Gas-phase deprotonation enthalpy of hydrogen fluoride (neutral singlet) at 298.15 K and 1 bar, computed with PySCF 2.14.0 at the levels of theory listed. All rows use geometries and thermal terms from PBE0-D3(BJ)/ma-def2-SVP.

```csv
level,integration grid level,site or bond (first listed),measured enthalpy (kJ/mol),site computed (kJ/mol),site error (kJ/mol)
MP2/aug-cc-pVTZ,2,F1,1553.6,1541.2,-12.400
PBE0-D3(BJ)/ma-def2-TZVP,2,F1,1553.6,1549.2,-4.400
CCSD(T)/aug-cc-pVTZ,2,F1,1553.6,1554.4,0.800
HF/aug-cc-pVTZ,2,F1,1553.6,1580.5,26.900
M06-2X/ma-def2-TZVP,3,F1,1553.6,1549.3,-4.400
```

## Reading the table

The molecule is hydrogen fluoride, and the reaction splits it into a fluoride ion and a bare proton in the gas phase. In the level names, HF stands for the Hartree-Fock method, not for the molecule. "Site computed" is the calculated enthalpy for taking the proton off the fluorine atom F1, and "site error" is that value less the measured enthalpy. Hartree-Fock lies 26.9 kJ/mol too high and MP2 lies 12.4 kJ/mol too low, while CCSD(T) comes within 1 kJ/mol. The two density functionals, PBE0 and M06-2X, both fall about 4 kJ/mol short.

## The part that all levels share

The enthalpy is an electronic energy difference plus a thermal term, and the thermal term can be estimated by hand. Hydrogen fluoride carries 7/2 RT of thermal enthalpy (R is the gas constant, T the temperature) and the zero-point energy of its stretch. The two products are single particles with 5/2 RT each, so the reaction gains 3/2 RT and loses the zero-point energy.

At 298.15 K, 3/2 RT is 3.7 kJ/mol. A stretch of roughly 4100 cm⁻¹, a recalled value, has a zero-point energy of half that wavenumber, or 24.5 kJ/mol. The estimate is therefore 3.7 − 24.5 = −20.8 kJ/mol, against −21.0 kJ/mol in the calculations.

No constant was fitted here. The agreement shows that the hand count follows the same ideal-gas recipe as the calculations; it is not a test against measurement. It also says nothing about the differences between the levels, because the same term enters every row. Those differences are electronic.

## Why Hartree-Fock makes the proton too hard to remove

Hartree-Fock lets each electron feel only the average field of the others. Real electrons also avoid one another from moment to moment, and the energy gained in this way is the correlation energy. Going from Hartree-Fock to CCSD(T) in the same basis lowers the cost of deprotonation by 26 kJ/mol. Correlation must therefore stabilise the fluoride ion more than the molecule, since the bare proton has no electrons to correlate.

Theory explains why. Molecule and ion both hold ten electrons in closed shells, so no electron pair is broken and most of the correlation energy cancels. In the molecule, however, the proton adds its own attraction, so the outer electrons are held more tightly. Once it has gone, the electron cloud is looser, and its electrons can rearrange at less cost to keep apart. Hartree-Fock misses this extra gain, leaves the ion too high in energy and so overestimates the enthalpy.

Splitting the same bond into two neutral atoms makes a useful contrast. There the bonding pair is broken and its correlation energy is lost, so Hartree-Fock makes the bond too weak: its error has the opposite sign. In these two reactions, the sign of the Hartree-Fock error depends on whether a pair is broken and, if none is, on which side the electrons are held more loosely.

## Why MP2 goes too far

MP2 is the irregular row: it includes correlation, yet it misses by more than either functional. Its correction to Hartree-Fock has the right sign but is about one and a half times that of CCSD(T). CCSD(T) takes back 13 kJ/mol, a third of the MP2 correction, which is slightly more than the whole MP2 error of 12.4 kJ/mol, so CCSD(T) ends just above the measured value.

The likely reason, which these rows do not test by themselves, lies in how MP2 counts correlation. It adds up contributions from pairs of electrons as if each pair responded alone, and a contribution grows as the energy needed to excite the pair falls. In the anion, whose outer electrons are held less tightly than those of the molecule, these energies are lower and the contributions larger. The pairs also share the same small region around one nucleus, so the response of one restricts that of the others. CCSD(T) includes this coupling and also the effect of exciting three electrons at once; MP2 leaves out both and, on balance, favours the ion too much.

## What the small errors mean

The density functionals build correlation into their energy expression, and they avoid the large Hartree-Fock error. Their results differ by only 0.1 kJ/mol, which gives no ground for ranking them. They also differ in integration grid and in dispersion correction; the grid level listed for the wavefunction methods has no bearing on their electronic energies. They lie about 5 kJ/mol below CCSD(T), but they were run in another basis, so this gap mixes the effects of method and basis. Repeating one functional in the basis of the wavefunction methods would separate the two.

The CCSD(T) error of 0.8 kJ/mol also needs care. The calculation uses a finite basis, takes its geometry and thermal term from a density functional and leaves out relativity, whereas the measured enthalpy contains everything. Some cancellation between these small errors is possible, though untested here. The row supports CCSD(T) as the best of the five levels for this reaction, but not an accuracy of 1 kJ/mol in general.

## Where it matters in devices

Hydrogen fluoride is used to etch silicon dioxide in chip making. A cost of more than 1500 kJ/mol means that the isolated molecule does not release free ions at ordinary temperatures; water or a surface has to stabilise them. The errors discussed here belong to the gas-phase step and do not translate directly into errors of an etch rate.

The printed output below lists the thermal estimate and the correlation corrections.

Numerical output:

```
Electronic and thermal parts in kJ/mol:
                       row  electronic energy  thermal term  error
           MP2/aug-cc-pVTZ               1562           -21  -12.4
  PBE0-D3(BJ)/ma-def2-TZVP               1570        -20.97   -4.4
       CCSD(T)/aug-cc-pVTZ               1575        -20.99    0.8
            HF/aug-cc-pVTZ               1602        -21.02   26.9
       M06-2X/ma-def2-TZVP               1570        -20.95   -4.4
Spread of the thermal term over the rows (kJ/mol): 0.07
Spread of the electronic energy over the rows (kJ/mol): 39.32
Mean thermal term (kJ/mol): -20.99
Estimated gain of 3/2 RT (kJ/mol): 3.718
Estimated zero-point energy lost (kJ/mol): 24.52
Estimated thermal term (kJ/mol): -20.81
Correlation correction by MP2, from Hartree-Fock (kJ/mol): -39.32
Correlation correction by CCSD(T), from Hartree-Fock (kJ/mol): -26.13
MP2 correction over CCSD(T) correction (ratio): 1.505
CCSD(T) minus MP2 (kJ/mol): 13.19
Part of the MP2 correction taken back by CCSD(T) (percent): 33.55
Hartree-Fock error as part of the measured enthalpy (percent): 1.731
M06-2X minus PBE0 (kJ/mol): 0.1
PBE0 minus CCSD(T), method and basis together (kJ/mol): -5.2
Number of levels below the measured enthalpy: 3
```
